For C₂F₄ the wave-function methods converge, and they converge to the wrong answer. The most complete coupled-cluster level, RCCSDT(Q), leaves the molecule underbound by 482 kJ/mol, a fifth of the measured atomization energy. The failure lies mainly in the minimal basis, which has too few orbitals for the electrons to use. B3LYP comes much closer to the measured value, but in this basis that does not show that it describes the molecule better.

Atomization energy of C₂F₄ (neutral singlet) by level, computed with Ansatz 0.2.0 in the STO-3G basis at the MP2(full)/6-31G* geometry, without relativity. The 1s cores are frozen in the correlated wave-function levels, and B3LYP uses VWN-RPA. The measured value, 2442.9 kJ/mol, excludes zero-point and thermal terms; times are from shared machines.

```
    level  computed less measured atomization energy (kJ/mol)  rough wall time (s)
      RHF                                              -971.5                  0.6
      UHF                                              -968.9                  0.6
     RMP2                                              -561.4                  n/a
     CISD                                              -549.4                    1
    RCCSD                                              -508.2                  n/a
 RCCSD(T)                                              -486.9                  0.5
  BCCD(T)                                              -486.6                  0.6
   RCCSDT                                              -483.4                  n/a
   CISDTQ                                              -486.2                   30
RCCSDT(Q)                                              -482.3                    7
      PBE                                               367.0                  0.9
   revPBE                                               221.1                  0.9
   r2SCAN                                               144.1                    2
     PBE0                                               121.8                    1
    B3LYP                                                88.6                    1
CAM-B3LYP                                               117.3                    1
  wB97M-V                                               149.6                    4
   B2PLYP                                              -172.2                    1
  RPA-PBE                                              -797.6                    1
```

**How the failure shows: the row RCCSDT(Q)**

The sign to look for is a miss that stands still while the steps between levels die out. Adding approximate triple excitations to RCCSD raises the atomization energy by 21 kJ/mol. Treating the triples in full adds 3.5 kJ/mol more, and approximate quadruples add 1.1. Still higher excitations can hardly supply the hundreds of kJ/mol that remain. Nor does the unstable RHF reference explain them, since letting the spins break symmetry (UHF) gains only 2.6 kJ/mol.

**Why more excitations do not help**

Electrons correlate, that is, avoid one another, by mixing excited configurations into the wave function, and each excitation needs an empty orbital to go to. Six atoms with four valence orbitals each give 24 orbitals. The 36 valence electrons fill 18 of them, so only six are empty. There is no second valence shell and there are no d functions on carbon or fluorine, and these are what electrons mostly need in order to keep apart at short range. A higher level uses the same six orbitals more thoroughly, but it cannot add a seventh.

A helium atom in a minimal basis is the extreme case. Its two electrons fill the only orbital, so every wave-function level returns the Hartree-Fock energy. The ladder is perfectly converged and all the correlation is absent. C₂F₄ is less extreme because it does have some empty orbitals. The comparison also covers correlation only, whereas the 482 kJ/mol includes an error of the Hartree-Fock energy in this small basis.

**Counting the atoms: the row CISD**

The same counting works for the separated atoms. Fluorine has room for one more valence electron, so no pair can be excited and its valence correlation energy is zero. In carbon, symmetry leaves a single double excitation, from the 2s pair into the empty 2p orbital. CISD already treats one such pair exactly, so every higher level should find the same correlation energy in the atoms.

This gives a simple formula for the miss $\Delta$, the computed less the measured atomization energy:

$$\Delta = \Delta_\text{RHF} + C_\text{mol} - C_\text{atoms}$$

Here $C_\text{mol}$ and $C_\text{atoms}$ are the correlation energies of the molecule and of its six atoms, both counted as positive. The CISD row alone fixes $C_\text{atoms}$ at 106.3 kJ/mol. The RCCSDT(Q) calculation gives 595.5 kJ/mol for the molecule, so

$$\Delta = -971.5 + 595.5 - 106.3 = -482.3\ \text{kJ/mol}.$$

This is the value in the table, and the RCCSDT(Q) row was not used to set the atomic term. The other five levels above CISD agree equally well, to better than 0.1 kJ/mol. RMP2 does not fit, because it treats the carbon pair only approximately and finds about half of its correlation energy. Since the molecular term is taken from each calculation, the agreement supports the counting of excitations in the atoms. It does not say how the remaining miss divides between correlation and Hartree-Fock.

**Why B3LYP looks better**

B3LYP overbinds by 89 kJ/mol, the smallest miss in the table. Yet it lies 571 kJ/mol above RCCSDT(Q), which is close to the exact answer for this basis. A functional such as B3LYP computes its correlation energy from the density and needs no empty orbitals for it. (B2PLYP and RPA-PBE are exceptions: part or all of their correlation does use the empty orbitals.) The missing need for empty orbitals is a tempting explanation for the whole difference, but the PBE rows point to a larger cause.

PBE0 replaces a quarter of the PBE exchange by exact exchange, and this lowers the atomization energy by 245 kJ/mol. If the effect is linear, replacing all of it would lower the energy by four times as much, about 980 kJ/mol. The whole gap between PBE and RHF is 1338 kJ/mol, so on this assumption approximate exchange would account for nearly three quarters of it. That leaves 358 kJ/mol for the correlation functional, less than the 489 kJ/mol that coupled cluster gains over RHF with its six empty orbitals. The extra binding would then come from the exchange. Approximate exchange looks only at the density near each electron, whereas exact exchange reaches across the whole bond. The shorter reach imitates part of the correlation in a bond, and often makes the bond too strong. The straight line is only a rough guide: at B3LYP's share of exact exchange it lies some 80 kJ/mol above the B3LYP value, though B3LYP also has other ingredients. CAM-B3LYP goes against the trend: it has more exact exchange than B3LYP at long range, yet it binds the molecule 29 kJ/mol more strongly. The amount of exact exchange alone therefore does not settle the binding.

The small B3LYP miss is therefore hard to interpret. Not all of the 571 kJ/mol by which B3LYP exceeds RCCSDT(Q) need be error, because a functional is meant to stand for the whole correlation energy, including the part that six empty orbitals cannot describe. But errors of the functional and of the basis may also cancel. The table cannot show how large the error of B3LYP would be in a larger basis. A flat ladder shows that the excitations are nearly complete. Only a larger basis can show whether the orbitals are. This matters for models of the fluorocarbon plasmas that etch silicon oxide, where C₂F₄ occurs: spread over its five bonded pairs of atoms, the coupled-cluster miss is roughly 100 kJ/mol for each.
